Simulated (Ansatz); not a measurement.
Correcting a cheap level on molecular compounds of Al

The atomisation energy (no zero-point term) in kJ/mol of 7 molecular compounds of Al: x at HF/def2-TZVPP, y at CCSD(T)/CBS estimate. Shapes, held fixed at every level: PBE0-D4/def2-TZVP. Flexible molecules stand in one conformer, not always the lowest. Programs: Ansatz 0.2.0.

```
                                            molecule  x (kJ/mol)  y (kJ/mol)
               C2HAlCl2 (SMILES C#[C][Al]([Cl])[Cl])        1827        2448
                C2HAlClF (SMILES C#[C][Al]([F])[Cl])        1934        2614
            AlSiH3OF2 (SMILES [F][Al]([F])[O][SiH3])        2347        3127
                     C2H7AlS (SMILES [CH3][AlH][S]C)        2866           ?
    AlSiH3ClO4F (SMILES O[Si](O)(O)[O][Al]([F])[Cl])        3416        4810
                 C3H8AlCl (SMILES C[CH](C)[AlH][Cl])        3638        4758
AlSi3H9O3 (SMILES [SiH3][O][Al]([O][SiH3])[O][SiH3])        4357        5782
```

Problem. Fit y = c + s·x to the known rows and predict y for C2H7AlS.

Solution. 
1. Means of the 6 rows: x = 2919.83, y = 3923.2.
2. Σ(Δx)² = 5321683, Σ(Δx·Δy) = 7069822, so the slope is 7069822/5321683 = 1.3285.
3. Intercept: 3923.2 − (1.3285) × 2919.83 = 44.2. The largest residual of the fit is 228.
4. C2H7AlS: 44.2 + 1.3285 × 2866 = 3852 kJ/mol.

CCSD(T)/CBS estimate gives 3801 kJ/mol, so the prediction is off by +51 kJ/mol, within the largest residual. Uncorrected, HF/def2-TZVPP misses it by -935 kJ/mol, and the other rows by 1003 on average. The line removes about 90 % of this miss. Left out in turn, the other rows are missed by 108 kJ/mol on average. The CBS estimate extrapolates MP2 from def2-TZVPP and def2-QZVPP and adds CCSD(T) − MP2 in the triple-zeta set, cores frozen.

Hartree–Fock underbinds every molecule here because it lacks the dynamic correlation between opposite-spin electrons, which grows when atoms with unpaired electrons form bonding pairs. The shortfall therefore broadly follows the total binding, and a slope above one recovers most of it. Size is not the whole story, though: C3H8AlCl has more bonds and a larger Hartree–Fock atomisation energy than AlSiH3ClO4F, yet a smaller correlation deficit. The latter, which has the largest residual at 228 kJ/mol, lies above the line, while the alkyl compound lies below it. This probably reflects the larger correlation contribution of polar bonds to oxygen and fluorine, with their compact lone pairs, compared with C–H bonds. The overestimate for C2H7AlS, also rich in C–H bonds, fits that picture, though one sulfur compound cannot isolate the effect of the Al–S bond. The fit thus supports a rough estimate of total binding, but not reaction energies between differently bonded species, where these composition-dependent errors need not cancel.
